# The quantised bottleneck staircase in $N(E)$

## What is counted

The cumulative reaction probability at total energy $E$ and total angular momentum $J$ is

$$N(E)=\sum_{r,p}|S_{pr}(E)|^2 ,$$

summed over all open reactant channels $r$ and product channels $p$. With $\beta=1/k_BT$, $Q_r$ the reactant partition function per unit volume, and $N$ summed over $J$ with weight $2J+1$, it fixes the thermal rate, $k(T)\,Q_r=(2\pi\hbar)^{-1}\int dE\,e^{-\beta E}N(E)$. I take these two relations as definitions. I want to show that a saddle point turns $N(E)$ into a flight of rounded unit steps, find the step shape, and ask when the steps can be told apart. Energies are in eV, frequencies in cm$^{-1}$.

There are three premises.

1. Motion is on one Born–Oppenheimer surface, at fixed $J$, with one saddle.
2. Near the saddle the Hamiltonian separates, $H=H_s+H_\perp$. Here $H_s=p^2/2m-\tfrac12 m\omega^2x^2$ acts on the reaction coordinate $x$, the imaginary frequency being $i\omega$ with $\omega>0$, and $H_\perp\phi_n=E_n\phi_n$ has a discrete spectrum. The barrier height $V_0$ is included in $E_n$. Reactants lie at $x<0$.
3. Outside the region where this form holds nothing is reflected and nothing is trapped: every wave leaving the saddle region reaches an asymptote, and every wave entering it can be built from asymptotic channels.

## Step 1: $N(E)$ is a flux summed over a subspace

Let $\psi_r$ be the stationary state with an incoming wave in reactant channel $r$ only, normalised to $\delta(E-E')$. Its incoming part is $(2\pi\hbar v_r)^{-1/2}e^{ik_rx}$ times a channel function, so it carries flux $v_r/(2\pi\hbar v_r)=1/2\pi\hbar$, whatever the velocity $v_r$. The flux arriving among products is then $\sum_p|S_{pr}|^2/2\pi\hbar$. In a stationary state the current has zero divergence, so the same flux crosses any surface that separates reactants from products. With $\hat F$ the flux operator of such a surface,

$$N(E)=2\pi\hbar\sum_r\langle\psi_r|\hat F|\psi_r\rangle .$$

This sum is the trace of $\hat F$ over the space of all states of energy $E$ that come from the reactant side. A trace does not change under a unitary change of basis, so any energy-normalised basis of that space will do.

## Step 2: separability

By premises 2 and 3, one such basis near the saddle is the set of products $\phi_n\,\chi_{E-E_n}(x)$, where $\chi_\varepsilon$ is the eigenstate of $H_s$ with energy $\varepsilon$ that is incident from $x<0$. Put the dividing surface at fixed $x$. Then $\hat F$ acts on $x$ only, each $\phi_n$ integrates to one, and each term contributes the one-dimensional transmission probability $T$:

$$N(E)=\sum_n T(E-E_n).$$

**Question.** *Which reactant channel does the label $n$ belong to?*

None in particular. The state $\phi_n\chi$ may be a superposition of many rovibrational channels of the diatom. Step 1 says the mixing is unitary and drops out. That is why $N(E)$ can be simple while the separate $|S_{pr}|^2$ are not.

## Step 3: transmission through the parabola, exactly

Define

$$Q=\frac{1}{\sqrt2}\Big(\frac{p}{\sqrt{m\omega}}+\sqrt{m\omega}\,x\Big),\qquad P=\frac{1}{\sqrt2}\Big(\frac{p}{\sqrt{m\omega}}-\sqrt{m\omega}\,x\Big).$$

From $[x,p]=i\hbar$ we get $[Q,P]=\tfrac12\big([x,p]-[p,x]\big)=i\hbar$, so the pair is canonical. In $QP+PQ$ the cross terms cancel and $p^2/m\omega-m\omega x^2$ remains. Hence

$$H_s=\tfrac{\omega}{2}\,(QP+PQ).$$

The Heisenberg equations are $\dot Q=\omega Q$ and $\dot P=-\omega P$, so $Q\propto e^{\omega t}$ and $P\propto e^{-\omega t}$, and the sign of each operator is conserved. Now $\sqrt{m\omega}\,x=(Q-P)/\sqrt2$. At late times $Q$ dominates, and $Q>0$ means that the particle ends as product. At early times $P$ dominates, and $P>0$ means that it started at $x<0$, as reactant. The transmission probability is the weight on $Q>0$ of a state confined to $P>0$.

Write $\epsilon=\varepsilon/\hbar\omega$. In the $P$ representation $Q=i\hbar\,d/dP$, and the eigenvalue equation is first order, $i\,(P\,d/dP+\tfrac12)\tilde\chi=\epsilon\tilde\chi$. The solution that vanishes for $P<0$ is $\tilde\chi=A\,P^{-1/2-i\epsilon}$ for $P>0$. In the $Q$ representation $P=-i\hbar\,d/dQ$, the equation is $-i\,(Q\,d/dQ+\tfrac12)\chi=\epsilon\chi$, and the solutions are $|Q|^{-1/2+i\epsilon}$ on each half-line separately.

In the variable $u=\ln|Q|$ the overlap $\int dQ\,\chi^*_{\epsilon'}\chi_\epsilon$ on one half-line becomes $|A|^2\int du\,e^{i(\epsilon-\epsilon')u}=2\pi|A|^2\delta(\epsilon-\epsilon')$, and likewise for $P$. Energy normalisation thus requires $|A|^2=1/2\pi\hbar\omega$ in both representations. The flux is velocity times density, $\omega|Q|\cdot|A|^2/|Q|=1/2\pi\hbar$, as in Step 1. So the squared coefficients on the two half-lines of $Q$, in units of $|A|^2$, are the transmission and reflection probabilities.

The two representations are related by a Fourier transform,

$$\chi(Q)=\frac{A}{\sqrt{2\pi\hbar}}\int_0^\infty dP\,e^{iPQ/\hbar}P^{a-1},\qquad a=\tfrac12-i\epsilon .$$

Use $\int_0^\infty e^{-sP}P^{a-1}dP=\Gamma(a)\,s^{-a}$, valid for $\mathrm{Re}\,s>0$ and, since $0<\mathrm{Re}\,a<1$, in the limit $s\to-iQ/\hbar$. For $Q\gtrless0$ this limit is $s=(|Q|/\hbar)e^{\mp i\pi/2}$, and $s^{-a}=(|Q|/\hbar)^{-a}e^{\pm i\pi/4}e^{\pm\pi\epsilon/2}$. The modulus of $\hbar^{a-1/2}$ is one, so

$$\chi(Q)=A\,|Q|^{-1/2+i\epsilon}\times\begin{cases}t,&Q>0\\ r,&Q<0\end{cases}\qquad |t|^2,\ |r|^2=\frac{|\Gamma(\tfrac12-i\epsilon)|^2}{2\pi}\,e^{\pm\pi\epsilon}.$$

The reflection formula $\Gamma(a)\Gamma(1-a)=\pi/\sin\pi a$ gives $|\Gamma(\tfrac12-i\epsilon)|^2=\pi/\cosh\pi\epsilon$. Then $|t|^2+|r|^2=1$, as the unitarity of the Fourier transform demands, and

$$T(\varepsilon)=\frac{e^{\pi\epsilon}}{2\cosh\pi\epsilon}=\frac{1}{1+e^{-2\pi\varepsilon/\hbar\omega}} .$$

No semiclassical step was taken. The formula holds below and above the top, and $T=\tfrac12$ at the top.

## Step 4: the staircase and its derivative

Steps 2 and 3 together give

$$N(E)=\sum_n\Big[1+e^{-2\pi(E-E_n)/\hbar\omega}\Big]^{-1}.$$

To differentiate, write $T=\tfrac12(1+\tanh y)$ with $y=\pi\varepsilon/\hbar\omega$. Then $dT/d\varepsilon=\tfrac12(\pi/\hbar\omega)\,\mathrm{sech}^2y$, and the density of reactive states is

$$\rho(E)=\frac{dN}{dE}=\sum_n\frac{\pi}{2\hbar\omega}\,\mathrm{sech}^2\frac{\pi(E-E_n)}{\hbar\omega}.$$

Each peak has area $T(\infty)-T(-\infty)=1$ and height $\pi/2\hbar\omega$. Half height means $\cosh y=\sqrt2$, so $y=\ln(1+\sqrt2)=0.881$, and the full width at half maximum is

$$\Gamma_{1/2}=\frac{2\ln(1+\sqrt2)}{\pi}\,\hbar\omega=0.561\,\hbar\omega .$$

At these two points $\tanh y=\mp1/\sqrt2$, so across the width $T$ climbs from 0.146 to 0.854. As $\omega\to0$ the peaks become delta functions and $N(E)$ becomes the integer count of levels with $E_n<E$, which is the number of states in RRKM theory.

**Question.** *Are these peaks resonances?*

Not in the sense of trapped states. The wings fall as $e^{-2\pi|\varepsilon|/\hbar\omega}$, not as the $1/\varepsilon^2$ of a Lorentzian. The amplitude $t$ does have poles, those of $\Gamma(\tfrac12-i\epsilon)$, at $\varepsilon=-i\hbar\omega(k+\tfrac12)$, $k=0,1,2,\dots$ The whole ladder of poles builds the step, and it describes the exponential departure $Q\propto e^{\omega t}$ from the top. Also, the peak is in $dN/dE$. In $N$ itself the feature is a monotonic rise by one.

**Question.** *Does this reproduce the familiar tunnelling factor?*

It does. We need the Laplace transform of one peak $\rho_1=dT/d\varepsilon$. Substitute $T$ as the variable: $e^{-2\pi\varepsilon/\hbar\omega}=(1-T)/T$, so with $\sigma=\beta\hbar\omega/2\pi$,

$$\int d\varepsilon\,\rho_1e^{-\beta\varepsilon}=\int_0^1dT\,(1-T)^{\sigma}T^{-\sigma}=\Gamma(1+\sigma)\Gamma(1-\sigma)=\frac{\beta\hbar\omega/2}{\sin(\beta\hbar\omega/2)},\qquad|\sigma|<1.$$

For $0<\sigma<1$ an integration by parts gives $\int Ne^{-\beta E}dE=\beta^{-1}\int\rho\,e^{-\beta E}dE$, so $kQ_r=(k_BT/2\pi\hbar)\sum_ne^{-\beta E_n}$ times this factor. That is transition-state theory with the parabolic correction. Its expansion $1+(\beta\hbar\omega)^2/24$ is the Wigner correction, and it shows that each peak has variance $(\hbar\omega)^2/12$. The divergence at $\sigma=1$ marks the crossover temperature $T_c=\hbar\omega/2\pi k_B$.

## Step 5: when are steps resolved?

Take two equal peaks a distance $\Delta$ apart. Measure $y$ from the midpoint, put $b=\pi\Delta/2\hbar\omega$, $C=\cosh2b$ and $c=\cosh2y\ge1$. The identities $\cosh^2(y-b)+\cosh^2(y+b)=1+Cc$ and $\cosh(y-b)\cosh(y+b)=(C+c)/2$ give

$$g=\mathrm{sech}^2(y-b)+\mathrm{sech}^2(y+b)=\frac{4(1+Cc)}{(C+c)^2},\qquad\frac{dg}{dc}=\frac{4(C^2-2-Cc)}{(C+c)^3}.$$

Since $c$ grows with $|y|$, a maximum off the midpoint exists only if $c^*=(C^2-2)/C$ exceeds one. This reads $(C-2)(C+1)>0$, that is $C>2$:

$$\Delta>\frac{\operatorname{arcosh}2}{\pi}\,\hbar\omega=0.419\,\hbar\omega .$$

Above this onset the maxima have $g=C^2/(C^2-1)$, the midpoint has $g=4/(C+1)$, and the valley-to-peak ratio is $4(C-1)/C^2$. At $\Delta=\Gamma_{1/2}$ we have $\cosh^2b=2$, $C=3$, and the ratio is $8/9$. So a dip first opens at $0.419\,\hbar\omega$, a spacing equal to the width gives a shallow dip, and flat treads need a spacing well above the width.

For an infinite uniform ladder $E_n=E_0+n\Delta$ the density is periodic. Its Fourier coefficients follow from the Laplace transform above at the imaginary values $\beta=2\pi ik/\Delta$, which lie inside the strip of convergence:

$$\rho(E)=\frac1\Delta\Big[1+2\sum_{k\ge1}\frac{ku}{\sinh ku}\cos\frac{2\pi k(E-E_0)}{\Delta}\Big],\qquad u=\frac{\pi\hbar\omega}{\Delta}.$$

Here the ripple has no sharp onset, but it dies exponentially. The first harmonic has relative amplitude $2u/\sinh u$, which is 0.017 at $\Delta=0.419\,\hbar\omega$, 0.083 at $\Delta=\Gamma_{1/2}$ and 0.54 at $\Delta=\hbar\omega$.

**Question.** *So is "spacing larger than the width" a criterion or not?*

It is a serviceable rule for visible structure in $dN/dE$. It is not the mathematical onset, and it does not promise plateaus. The onset of 0.419 was derived for equal peaks only. A small peak on the flank of a degenerate group needs more room.

## Illustration: D + H$_2$ at $J=0$

The zero of energy is the potential minimum of separated D + H$_2$. The inputs are approximate values typical of H$_3$ surfaces: a linear symmetric saddle with both bonds 0.93 Å, $V_0=0.417$ eV, and for H–H–H a symmetric stretch of 2050, a doubly degenerate bend of 900 and an imaginary frequency of $1510i$ cm$^{-1}$. I take $m_D=2m_H$.

The force constants do not depend on mass. For the bonds write $V=\tfrac12f(\delta r_1^2+\delta r_2^2)+f'\delta r_1\delta r_2$. For atoms A–B–C the kinetic matrix has $G_{11}=1/m_A+1/m_B$, $G_{22}=1/m_B+1/m_C$, $G_{12}=-1/m_B$, and the squared frequencies are the eigenvalues of $GF$. In units of $m_H$, H$_3$ has $G_{11}=G_{22}=2$, $G_{12}=-1$, with eigenvalues $f+f'=2050^2$ and $3(f-f')=-1510^2$. This gives $f=1.721$ and $f'=2.481$ in units of $10^6$ cm$^{-2}$. For D–H–H, $G_{11}=3/2$, so the trace of $GF$ is $\tfrac72f-2f'$ and its determinant is $2(f^2-f'^2)$. The roots are $3.114$ and $-2.052$ in the same unit. The bend angle is $(y_A-2y_B+y_C)/r$ in transverse displacements, so its kinetic factor is $1/m_A+4/m_B+1/m_C$, which goes from $6$ to $11/2$ and scales the frequency by $\sqrt{11/12}$. The results, carried forward as printed, are

$$\omega_s=1765,\qquad\omega_b=862,\qquad\omega=1432\ \text{cm}^{-1},$$

or quanta of 0.219, 0.107 and 0.178 eV.

Two counting conventions matter. The bend is a two-dimensional oscillator with energy $\hbar\omega_b(v_2+1)$ and vibrational angular momentum $l=-v_2,-v_2+2,\dots,v_2$. In a linear complex $l$ is the projection of $J$ on the axis, so $J=0$ admits only $l=0$: one state for each even $v_2$. Next, D can attack either end of H$_2$, which gives two equivalent saddles. Their symmetric and antisymmetric combinations correlate with even and odd rotational states $j$ of H$_2$. I quote $N$ for one parity of $j$, which holds one copy of the staircase. The levels $[v_1v_2^0]$ are

$$E=V_0+\hbar\omega_s(v_1+\tfrac12)+\hbar\omega_b(v_2+1).$$

Because $\omega_s-2\omega_b$ is only 41 cm$^{-1}$, or 0.005 eV, the levels gather into groups labelled by $v_1+v_2/2$.

| $v_1+v_2/2$ | levels | lowest, $v_1=0$ (eV) | highest, $v_2=0$ (eV) |
|---|---|---|---|
| 0 | 1 | 0.633 | 0.633 |
| 1 | 2 | 0.847 | 0.852 |
| 2 | 3 | 1.061 | 1.071 |
| 3 | 4 | 1.275 | 1.290 |
| 4 | 5 | 1.488 | 1.509 |

Each peak has width $\Gamma_{1/2}=0.100$ eV and height 8.8 eV$^{-1}$. The onset for a pair is 0.074 eV, or 600 cm$^{-1}$. Within a group nothing is resolved. Between groups the spacing is about $2\hbar\omega_b=0.214$ eV $=1.20\,\hbar\omega$, which is 2.1 widths. For two single levels at that spacing the valley-to-peak ratio would be 0.17. The full sums over levels give:

| $E$ (eV) | $N(E)$ | $dN/dE$ (eV$^{-1}$) |
|---|---|---|
| 0.63 | 0.47 | 8.8 |
| 0.74 | 1.02 | 2.2 |
| 0.85 | 2.01 | 17.7 |
| 0.96 | 3.03 | 3.8 |
| 1.07 | 4.61 | 26.4 |
| 1.17 | 6.00 | 5.2 |
| 1.50 | 12.57 | 43.7 |

The model's staircase has treads near $N=1,3,6$, risers of height $1,2,3$, and treads that still slope because the wings of neighbouring groups overlap. These are the model's numbers, and the decimals serve only to display its shape.

## Range of validity

**Question.** *A real barrier is not an endless parabola. How far does the step shape survive?*

Test it on the barrier $V\,\mathrm{sech}^2(x/d)$, whose top has $\omega^2=2V/md^2$. I use the uniform semiclassical form $T\approx1/(1+e^{S})$, with $S=(2/\hbar)\int|p|\,dx$ between the turning points. For the parabola $S=-2\pi\varepsilon/\hbar\omega$, so the form is exact there. For the $\mathrm{sech}^2$ barrier the integral is elementary, $\int\sqrt{V\,\mathrm{sech}^2(x/d)-E}\,dx=\pi d(\sqrt V-\sqrt E)$, and with $\varepsilon=E-V$

$$S=\frac{4\pi V}{\hbar\omega}\Big(1-\sqrt{1+\varepsilon/V}\Big)=-\frac{2\pi\varepsilon}{\hbar\omega}\Big(1-\frac{\varepsilon}{4V}+\dots\Big).$$

The parabola holds while $|\varepsilon|\ll4V$. To fix $V$, take approximate constants of H$_2$, $\omega_e=4400$ and $\omega_ex_e=120$ cm$^{-1}$, which place $v=0,1,2,3$ at 0.27, 0.78, 1.27 and 1.73 eV. The first level stands 0.36 eV above the $v=0$ asymptote. At half a width from the centre, 0.050 eV, the exponent changes by 3 per cent, which is harmless for the step. The far wing is another matter: the parabola transmits at energies where no reactant channel is open. Thermal rates near or below the model's $T_c=328$ K draw on that wing and cannot be taken from this formula.

**Question.** *And separability?*

This is the serious limit. Along the path the stretch frequency changes from 4400 cm$^{-1}$ in H$_2$ to 1765 cm$^{-1}$ at the saddle. That variation is a coupling of $x$ to the stretch, which premise 2 drops and which grows as $v_1+\tfrac12$. Follow each stretch state adiabatically and compare its energy at the saddle with its asymptote. The level $[10^0]$ lies only 0.07 eV above H$_2(v=1)$. The level $[20^0]$ lies 0.20 eV below H$_2(v=2)$, and $[30^0]$ lies 0.44 eV below H$_2(v=3)$. For these last two the adiabatic curve has a well at the saddle relative to the reactants, so its highest point is elsewhere. The adiabatic threshold for $v_1=2$ cannot be lower than 1.27 eV, and that for $v_1=3$ lies beyond 1.5 eV. The neglected shift thus equals or exceeds the 0.214 eV spacing that shapes the staircase. The wells can also hold trapped states, which violate premise 3 and add true resonances. What survives is a weaker, vibrationally adiabatic statement: each level has its own bottleneck position, threshold $E_n$ and curvature $\omega_n$, and contributes a step of the same form, with height below one if flux is turned back elsewhere. That form is an approximation, not a theorem.

The near coincidence $\omega_s\approx2\omega_b$ also lets a cubic term, linear in the stretch and quadratic in the bend, mix levels within a group. The Hessian does not give its size. To first order such mixing keeps the number of levels and their mean energy, and it would become visible only for splittings near 600 cm$^{-1}$.

As typical knowledge of accurate scattering calculations on this surface, and not as a measurement: the thresholds of the pure bend series come out close to the model, the first step is narrower than the model's by up to about a third, $[10^0]$ lies roughly 0.1 eV higher and is a few times sharper, so that the model's double step at 0.85 eV splits in two, and the model's $N$ at 1.5 eV is too high by roughly a third.

**Question.** *Can one see the staircase in a rate or an integral cross section?*

Hardly, because these sum over $J$. In the rigid approximation each level moves up by $B[J(J+1)-l^2]$. With masses $2,1,1$ at $-r,0,r$ the centre of mass is at $-r/4$ and the moment of inertia is $3m_Hr^2-4m_H(r/4)^2=\tfrac{11}{4}m_Hr^2$. For $m_H=1.008$ u this gives $B=7.0$ cm$^{-1}$. The shift equals the step width near $J=10$, where the gap $2B(J+1)$ to the next $J$ is 0.019 eV, far below the onset of 0.074 eV. The sum over $J$ with weight $2J+1$ then acts as $\int dE/B$, and the peaks of $\rho$ are integrated into steps. In addition, $J\ge1$ admits odd $v_2$, which halves the bend spacing to $0.60\,\hbar\omega$. For a uniform ladder the first harmonic drops from 0.77 to 0.11.

The formulas for $N(E)$ and $dN/dE$ are therefore exact for the quadratic, separable Hamiltonian at every energy. For a real saddle they hold at fixed low $J$, within a few tenths of $\hbar\omega$ of each threshold, for levels whose adiabatic barrier is single, centred near the saddle and high compared with the step width. In D + H$_2$ these conditions are best met by the low members of the $v_1=0$ bend series. There the model's spacing of 0.214 eV against its width of 0.100 eV puts the steps on the resolved side.